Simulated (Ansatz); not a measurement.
BP: energy along a strain

BP, F-43m, a = 4.538 Å (as given, not relaxed at this level: 1.1 GPa). Ansatz: PBE, PAW, 420 eV, Γ-centred 10×10×10 mesh on 2 atoms, Gaussian smearing 0.05 eV; no spin polarisation. Cell vectors (Å): 0.000 2.269 2.269; 2.269 0.000 2.269; 2.269 2.269 0.000. The cell is strained by x per cent times the pattern (0 0 0 0 1 0) in the order xx yy zz yz xz xy (engineering shears), with fractional coordinates held. y is the free energy over the start, V0 = 11.682 Å³/atom. Symmetry makes y even in x.

| x (%) | y (meV/atom) |
| --- | --- |
| -2.00 | ? |
| -1.00 | 0.76 |
| 0.00 | 0.00 |
| 0.25 | 0.05 |
| 0.50 | 0.19 |
| 0.75 | 0.43 |
| 1.25 | 1.18 |
| 1.50 | 1.70 |
| 1.75 | 2.31 |

Q: Fit y = c2 x² + c4 x⁴ to the other rows, get the stiffness along the pattern, and predict the missing energy.

A: Least squares on the rows shown. y = 0.7604 x² − 0.002089 x⁴. The clamped-ion stiffness p·C·p = 2 × 7.604 eV × 160.2 / 11.682 Å³ = 209 GPa, which is C55 in these axes (C44 of the cubic crystal) (second derivative at the start, which stands under stress). At x = -2.00 the fit asked for gives 3.01 meV/atom. The run gave 3.02 meV/atom, so the fit is 0.01 meV/atom too low, a small miss on the scale of the series.

The shear response is almost purely harmonic over the sampled range. The small negative quartic term hints at softening, but its contribution is close to the rounding of the energies, so neither its size nor its sign is a secure measure of anharmonicity. The large stiffness reflects the short, strongly directional and weakly polar sp³ bonds between boron and phosphorus, which resist both stretching and bending.

With the fractional coordinates held, this shear lengthens two of the four bonds around each atom and shortens the other two. In a real crystal the boron and phosphorus sublattices would shift against each other along the axis normal to the shear plane, relieving much of that stretching and leaving more of the strain to softer bond-angle changes. The value of 209 GPa is therefore an upper bound on the relaxed C44 for the same cell and functional, and should not be compared directly with a measured elastic constant. The size of the internal-strain correction cannot be obtained from this curve.
